**Helical edges: when is the resistor ring enough?**

Bulk HgTe has an inverted gap of $-0.29$ eV (compiled, Sakuma 2011), while the CdTe-type barrier has the normal band ordering. A 7 nm well exceeds the typical critical thickness of 6.3 nm, so each edge carries one Kramers pair of counter-propagating channels.

**The ring.** Contacts run clockwise: 1 and 4 at the ends, 2 and 3 on top, 6 facing 2, 5 facing 3. $R_{ij,kl}=(V_k-V_l)/I$, with $I$ entering at $i$ and leaving at $j$. In Büttiker's equations $I_a=(e^2/h)\sum_b(T_{ba}V_a-T_{ab}V_b)$, put $T_{a,a+1}=T_{a+1,a}=1$. Then $I_a=(e^2/h)(2V_a-V_{a+1}-V_{a-1})$, a ring of $M$ resistors $h/e^2=25.81$ kΩ, where an arc of $n$ links carries the fraction $(M-n)/M$ of the current. For $M=6$: $R_{14,14}=3h/2e^2=38.72$ kΩ, $R_{14,23}=h/2e^2=12.91$ kΩ, $R_{13,56}=-h/3e^2=-8.604$ kΩ, and the Hall resistance $R_{14,26}=0$. For $M=4$, $R_{14,23}=h/4e^2=6.453$ kΩ. Grounding one contact leaves a tridiagonal system: about $5M$ multiplications and divisions and $O(M)$ memory, against $M^3/3$ and $M^2$ for dense elimination.

*Question: what could spoil $T=1$ without breaking time reversal?*

Tunnelling between opposite edges of a narrow bar. Let it conserve spin and act only over the length $L$ between the probe pairs. For spin up (top right-mover, bottom left-mover) $H=\hbar vk\sigma_z+\Delta\sigma_x$. With $x$ in units of $L$, $\varepsilon=EL/\hbar v$ and $\delta=\Delta L/\hbar v$,
$$\psi'=A\psi,\qquad A=i\varepsilon\sigma_z+\delta\sigma_y,\qquad A^2=-q^2,\qquad q^2=\varepsilon^2-\delta^2 .$$
For constant $\Delta$ the transfer matrix is $U=\cos q+A\sin q/q$, so $s\equiv|U_{12}|^2=\delta^2f(q^2)$ with $f(u)=\sin^2\!\sqrt u/u$, and $T=1/|U_{22}|^2=1/(1+s)$. Spin down is the time-reversed copy. Links 2–3 and 5–6 now transmit $T$, and new links 2–6 and 3–5 transmit $1-T$. Mirror symmetry keeps $V_2=V_6$ and $V_3=V_5$, so the Hall resistance stays zero and, exactly,
$$R_{14,23}=\frac{h}{2e^2}(1+s).$$
Ordering the contacts 1, 2, 6, 3, 5, 4 keeps the network banded, so every method shares an $O(M)$ solve. They differ in how they get $s$. The relative deviation in $R_{14,23}$ is $\eta=(s_{\rm method}-s)/(1+s)$.

**Three methods,** written for a general $\delta(x)$ sampled at $N$ midpoints $\delta_j$; cost is real multiplications per energy.

*Ring.* $s=0$, no work, $\eta=-s/(1+s)=O(\delta^2)$. Since $\Delta$ comes from overlapping tails, roughly $e^{-W/\lambda}$ for width $W$ and decay length $\lambda$, $|\eta|$ falls roughly as $e^{-2W/\lambda}$.

*Born.* Removing the free phase $e^{i\varepsilon\sigma_zx}$ and keeping first order gives $s_B=|\int_0^1\delta\,e^{-2i\varepsilon x}dx|^2$. The recursion $S\leftarrow Se^{2i\varepsilon/N}+\delta_j/N$ costs $4N$ and holds one complex number. For constant $\delta$ the geometric sum gives
$$s_{B,N}=\frac{\delta^2\sin^2\varepsilon}{N^2\sin^2(\varepsilon/N)}\approx\delta^2f(\varepsilon^2)\Big(1+\frac{\varepsilon^2}{3N^2}\Big).$$
As $N\to\infty$ a floor remains: $\delta^2[f(\varepsilon^2)-f(\varepsilon^2-\delta^2)]\approx\delta^4f'(\varepsilon^2)$.

*Slices.* Use Strang splitting, $C=e^{ia\sigma_z/2}e^{b\sigma_y}e^{ia\sigma_z/2}$, $a=\varepsilon/N$, $b=\delta/N$. Carry a column $(u,w)$ up to phase and norm: one relative phase costs 4, the mixing $u-itw$, $w+itu$ with $t=\tanh b$ costs 4, and $s=|w|^2/(|u|^2-|w|^2)$. That is $8N$ and two complex numbers. Both methods also store $N$ energy-independent reals, and I leave out the closing handful of operations. Since $\det C=1$ and $\tfrac12{\rm tr}\,C=\cos a\cosh b\equiv\cos\theta$, we get $s_N=\sinh^2b\,\sin^2N\theta/\sin^2\theta$. Matching fourth-order terms gives $\theta^2=a^2-b^2+a^2b^2/3$, while $\sinh^2b/\sin^2\theta\approx(b^2/\theta^2)(1+a^2/3)$. Hence
$$s_N-s\approx\frac{\varepsilon^2}{3N^2}\left[s+\delta^4f'(q^2)\right],$$
with no floor: work grows as $|\eta|^{-1/2}$.

**Numbers.** With a typical edge velocity $v=4\times10^5$ m/s and assumed $L=1$ µm, $\hbar v/L=4.2\times10^{-23}$ J, so a single energy suffices well below $\hbar v/Lk_B=3.1$ K. I assume $\varepsilon=2$ and two couplings. Weak, $\delta=0.3$: $s=0.01942$, $R_{14,23}=13.16$ kΩ. Strong, $\delta=1$: $s=0.3247$, $R_{14,23}=17.10$ kΩ. These resistances are the model's. The slice law becomes $\eta\approx0.0243/N^2$ and $0.187/N^2$.

| method | $N$ | cost | $10^3\eta$, weak | $10^3\eta$, strong |
|---|---|---|---|---|
| ring | – | 0 | −19 | −245 |
| Born | 2 | 8 | 6.7 | −25 |
| Born | 4 | 16 | 0.80 | −75 |
| Born | 8 | 32 | −0.41 | −86 |
| Born | 16 | 64 | −0.70 | −88 |
| Born | ∞ | ∞ | −0.80 | −89 |
| slices | 2 | 16 | 7.5 | 59 |
| slices | 4 | 32 | 1.6 | 12 |
| slices | 8 | 64 | 0.38 | 3.0 |
| slices | 16 | 128 | 0.095 | 0.73 |

*Question: at strong coupling Born with two points beats two slices at half the cost. Why not take it?*

That is a cancellation. Here $f'<0$, so the floor is negative while the sampling term is positive, and refining makes it worse. I rate each entry by the largest $|\eta|$ at that or any greater $N$, so Born never rates better than its floor.

Cheapest of the three, with the smallest $N$ from the closed forms:

| target $\lvert\eta\rvert$ | weak | strong |
|---|---|---|
| $5\times10^{-2}$ | ring, cost 0 | 3 slices, cost 24 |
| $10^{-2}$ | Born, $N=2$, cost 8 | 5 slices, cost 40 |
| $10^{-3}$ | Born, $N=4$, cost 16 | 14 slices, cost 112 |
| $10^{-4}$ | 16 slices, cost 128 | 44 slices, cost 352 |

*Question: and with a fixed budget?*

At weak coupling, budgets of 16 and 32 both go to Born, rated $0.80\times10^{-3}$; the second 16 buys nothing. Slices take over at 48, where $N=6$ first passes the floor, and give $0.38\times10^{-3}$ at 64. At strong coupling a budget of 8 goes to Born, rated $89\times10^{-3}$; from 16 upward slices win, starting at $59\times10^{-3}$.

*Question: does a real bar care about $10^{-4}$?*

No. $\eta$ is a distance from this model's exact solution. The model omits spin-flip tunnelling and inelastic backscattering in charge puddles. Typically, micrometre-scale HgTe bars scatter around $h/2e^2$ by about 10 %, and edges of tens of micrometres lie several times higher, which all three methods underestimate alike. Against 10 %, the ring's $-19\times10^{-3}$ at weak coupling is invisible and the ring is the choice; its $-245\times10^{-3}$ at strong coupling is not, and three slices repair it.